**How much of a level near the Fermi level should sit at the surface, and does 0.96 mean a surface state?**

I work on alloy coatings and am looking at a calculation for a thin molybdenum–platinum slab. It lists electron levels at points along a path through the surface zone. I care about the outer weight, because it tells me how much of a state lies where an arriving molecule could reach it.

Kohn-Sham levels of a relaxed seven-plane MoPt2(001) slab (Mo3Pt4), from Ansatz 0.2.0 with PBEsol, scalar-relativistic PAW, a 420 eV plane-wave cutoff, a 13×9×1 k mesh and 0.1 eV Gaussian smearing, without spin polarisation. Levels b lie below and a above the Fermi level; outer weights are Löwdin shares on the two outer planes of both faces together.

| point label | point a (reciprocal cell vectors) | point b (reciprocal cell vectors) | level b1 from the Fermi level (eV) | outer orbital weight b1 | level b2 from the Fermi level (eV) | outer orbital weight b2 | level a1 from the Fermi level (eV) | outer orbital weight a1 |
| --- | --- | --- | --- | --- | --- | --- | --- | --- |
| X | 0.5000 | 0.0000 | -0.030 | 0.380 | -0.260 | 0.560 | 0.220 | 0.860 |
| between | 0.4167 | 0.0000 | -0.030 | 0.500 | -0.200 | 0.200 | 0.160 | 0.700 |
| between | 0.3333 | 0.0000 | -0.360 | 0.740 | -0.410 | 0.500 | 0.590 | 0.300 |
| between | 0.2500 | 0.0000 | -0.630 | 0.860 | -0.630 | 0.520 | 0.020 | 0.640 |
| between | 0.1667 | 0.0000 | -0.030 | 0.740 | -0.060 | 0.440 | 0.480 | 0.700 |
| between | 0.0833 | 0.0000 | -0.180 | 0.620 | -0.980 | 0.800 | 0.020 | 0.740 |
| G | 0.0000 | 0.0000 | -0.210 | 0.700 | -1.100 | 0.840 | 0.040 | 0.740 |
| between | 0.0000 | 0.0833 | -0.150 | 0.720 | -1.050 | 0.640 | 0.090 | 0.720 |
| between | 0.0000 | 0.1667 | -1.180 | 0.560 | -1.360 | 0.880 | 0.020 | 0.700 |
| between | 0.0000 | 0.2500 | -1.450 | 0.620 | -1.490 | 0.840 | 0.170 | 0.580 |
| between | 0.0000 | 0.3333 | -1.210 | 0.600 | -1.440 | 0.600 | 0.200 | 0.600 |
| between | 0.0000 | 0.4167 | -0.730 | 0.560 | -1.210 | 0.560 | 0.460 | 0.540 |
| Y | 0.0000 | 0.5000 | -0.540 | 0.560 | -1.230 | 0.520 | 0.560 | 0.820 |
| between | 0.0833 | 0.5000 | -0.790 | 0.600 | -1.090 | 0.760 | 0.490 | 0.700 |
| between | 0.1667 | 0.5000 | -0.770 | 0.780 | -1.030 | 0.300 | 0.140 | 0.880 |
| between | 0.2500 | 0.5000 | -0.270 | 0.240 | -0.660 | 0.980 | 0.200 | 0.820 |
| between | 0.3333 | 0.5000 | -0.270 | 0.880 | -0.590 | 0.820 | 0.200 | 0.720 |
| between | 0.4167 | 0.5000 | -0.010 | 0.740 | -0.470 | 0.880 | 0.160 | 0.720 |
| S | 0.5000 | 0.5000 | -0.090 | 0.960 | -0.350 | 0.420 | 0.130 | 0.700 |
| between | 0.4167 | 0.4167 | 0.000 | 0.640 | -0.200 | 0.680 | 0.170 | 0.740 |
| between | 0.3333 | 0.3333 | -0.230 | 0.600 | -0.850 | 0.860 | 0.020 | 0.760 |
| between | 0.2500 | 0.2500 | -0.540 | 0.420 | -0.540 | 0.620 | 0.010 | 0.800 |
| between | 0.1667 | 0.1667 | 0.000 | 0.660 | -0.420 | 0.660 | 0.100 | 0.820 |
| between | 0.0833 | 0.0833 | -0.120 | 0.660 | -0.940 | 0.680 | 0.060 | 0.740 |

The weights look almost random to me. At the point S the first level below the Fermi level has 0.96, while other levels have 0.20 or 0.24. Is there a way to estimate such a number by hand, and how far could I trust it? And may I call the level at S a surface state?

**Answer**

You can estimate the typical weight by counting atoms, and the scatter around it by thinking of standing waves. The weight of one particular level is beyond such a rule. The same reasoning also answers your question about S.

**What is being counted**

In the table b1 and b2 are the first and second levels below the Fermi level, and a1 is the first above it. These are ranks in energy at each point, so b1 at one point and b1 at the next may belong to different bands. The outer weight is the share of a level on the atomic orbitals of the two outer planes of both faces together. "Outer" therefore includes the platinum just under the surface as well as the exposed molybdenum.

The slab has seven planes with one atom in each, in the order Mo, Pt, Pt, Mo, Pt, Pt, Mo. Four of the seven atoms belong to the outer planes. A level spread evenly over the whole slab would thus score $4/7$, or about 0.57, with no attraction to the surface at all. In a slab this thin, a weight a little above one half is what an ordinary level looks like.

**A better count: weigh atoms by their open d shells**

The atoms don't contribute equally near the Fermi level. That level cuts through the d states of molybdenum, whose d shell is about half full, while most platinum d states lie below it. Levels close to it should therefore lean towards molybdenum. A simple measure of this leaning is the number of empty places, or holes, in each atom's d shell: roughly five for Mo and one for Pt, as in the free atoms.

The outer planes hold two Mo and two Pt atoms, and the whole slab holds three Mo and four Pt. With $w$ for the expected outer weight, the count becomes

$$
w=\frac{2\times5+2\times1}{3\times5+4\times1}=\frac{12}{19}\approx0.63 .
$$

Only the ratio of the two hole numbers matters, so the rule has a single parameter, and its value comes from chemistry rather than from the table. The result is also insensitive to it. Equal atoms give 0.57, and levels spread evenly over molybdenum alone give $2/3$, so any sensible ratio in favour of molybdenum lands between the two. The d populations found in the same calculation put 0.63 of the d holes on the outer planes, which supports the rough hole numbers.

That agreement concerns all empty d states together. Using the same share for the few levels nearest the Fermi level, filled ones included, is an assumption, and the table has to test it.

**Why single levels scatter so much**

Across the thickness of the slab an electron wave is confined, much like the vibration of a string fixed at both ends. Some standing waves have their bellies near the faces and others in the middle. For seven equal planes with one orbital each, the wave with $m$ bellies has a weight on plane $j$ proportional to $\sin^2(\pi m j/8)$. Adding planes 1, 2, 6 and 7 and normalising gives

$$
w_m=\tfrac12\left[\sin^2\frac{\pi m}{8}+\sin^2\frac{\pi m}{4}\right].
$$

For $m=1$ the wave bulges in the middle, and its outer weight is only 0.32. For $m=2$ it has a node on the central plane, and the weight rises to 0.75. The seven waves average $4/7$, as they must, with a standard deviation of 0.175.

The 72 weights in the table have a standard deviation of 0.16, so confinement can produce scatter of about this size. The hand estimate for a single level is then 0.63, give or take somewhat less than 0.2. Equal planes are a crude picture of this alloy, though. They allow weights only from 0.32 to 0.75, while 20 of the 72 levels lie above that range and four below it. The similar spread therefore doesn't prove the cause, nor does it identify any level with a particular wave.

**Two points worked through**

The rule aims at a typical weight, so it is fairest to compare it with the average of the three levels at one point. At Y the weights are 0.56, 0.52 and 0.82. Their average is

$$
\frac{0.56+0.52+0.82}{3}=0.63,
$$

which matches the estimate. Yet none of the three levels is itself at 0.63: two lie below it and one well above. The rule has found the centre of the group, not its members.

At the point (0.4167, 0) the rule does badly. The weights there are 0.50, 0.20 and 0.70, with an average of 0.47, so the estimate is too high by about 0.16. Most of the trouble comes from b2, which has little weight on the orbitals of the outer planes. One such level among three is enough to drag the average down, and atom counting has no means of knowing that it will turn up here.

**How good the rule is over the whole table**

For single levels the typical (root-mean-square) miss is 0.17, and 54 of the 72 weights lie within 0.2 of the estimate. Even sharing over all atoms does only slightly worse, with a typical miss of 0.19. The hole count mostly improves the centre of the distribution; the scatter remains.

Averaging helps, as it should when the misses of the three levels are largely independent. For the three-level averages the typical miss falls to 0.09, and the largest is 0.18. If you need one number for the group of levels at a point, the rule is useful. If you need to know which of two neighbouring levels sticks out at the surface, you need the calculation.

The rule is also slightly low on average. All 72 weights average 0.67, which is what counting molybdenum alone would give. The table therefore supports a lean towards molybdenum or the surface, but it doesn't confirm the ratio of five to one. The a1 levels average 0.71. That is above even the molybdenum-only count, so an even spread over the molybdenum atoms is not enough to explain a1. Electron density that spills into the vacuum is left out of the weights and can only lower them, so it is not the source of the excess.

A likely contribution is the surface itself. An atom with fewer neighbours has a narrower range of d energies, and for a half-filled shell this gathers its states near the Fermi level. That is standard surface physics, but these weights can't separate it from the chance of which standing waves happen to lie just above the Fermi level. Nor does depth in energy offer a simple correction. For b1 the weight hardly follows the energy, and for b2 the deeper levels tend to be slightly more outer-heavy, whereas a growing share of platinum would pull the other way.

**So is the level at S a surface state?**

The value of 0.96 lies far above the 0.75 that seven equal planes allow, which makes a surface state tempting. But the planes are not equal. Suppose a level lives only on the three molybdenum planes, which are the first, the fourth and the seventh. A standing wave on these three with its node on the middle one has all its weight on the two faces.

Such a wave scores 1 although nothing binds it to the surface. It is simply the second standing wave of a very short chain. A high weight is therefore a reason to look closer, and in this slab it is not yet evidence of a surface state. The same caution applies to the 0.98 of b2 at (0.25, 0.5).

A true surface state has two marks: it fades towards the interior, and at its energy the bulk has no bands of the same symmetry at that point of the surface zone. If it overlaps bulk bands with which it can mix, it is a resonance, a state concentrated at the surface that leaks inwards. The gap between b1 and a1 at one point of a seven-plane slab is no substitute for the bulk bands, because a thin slab shows only a few of the many levels that a thick crystal would have there.

A thicker slab makes the difference visible, and the counting rule tells you what to expect. Add one more Pt, Pt, Mo group, so that the slab has ten planes and the same two ends. The numerator stays at 12 while the denominator grows to $4\times5+6\times1=26$, and the typical outer weight drops to about 0.46. On average, ordinary levels thin out in this way as the slab grows, whereas a true surface state keeps its weight near the faces. Because the slab has two like faces, such a state also comes as a pair of levels, one even and one odd across the slab, whose energies draw together as the slab grows. Single levels still scatter, so one added group may not settle the matter, and it is the trend over several thicknesses that counts.

**Where not to lean on the numbers**

These levels come from a density-functional calculation without spin–orbit coupling. In platinum d states that coupling can shift or split levels by tenths of an electronvolt, as much as many of the spacings here. It can change the order of neighbouring levels and mix their weights. Levels within a few hundredths of an electronvolt of zero may also change sides. A b1 level that rises through zero becomes a1, and the other levels each move by one rank.

An average over several levels should survive this better than a single entry, because mixing two levels moves weight between them and leaves their sum alone, provided that both are in the average. The faces were relaxed but had no room to reconstruct, which could change or remove surface states. The potential was also rough in the thin electron density outside the slab, where the tails of surface states lie, which is one more reason to leave small differences unread. In this slab, then, take 0.6 to 0.7 as the average outer weight, remember that one level in four misses the estimate by more than 0.2, and treat a value near 1 as a candidate to be checked in a thicker slab. Don't carry the average over to a real coating: if it is many planes thick, an ordinary level has only a small share at its surface.
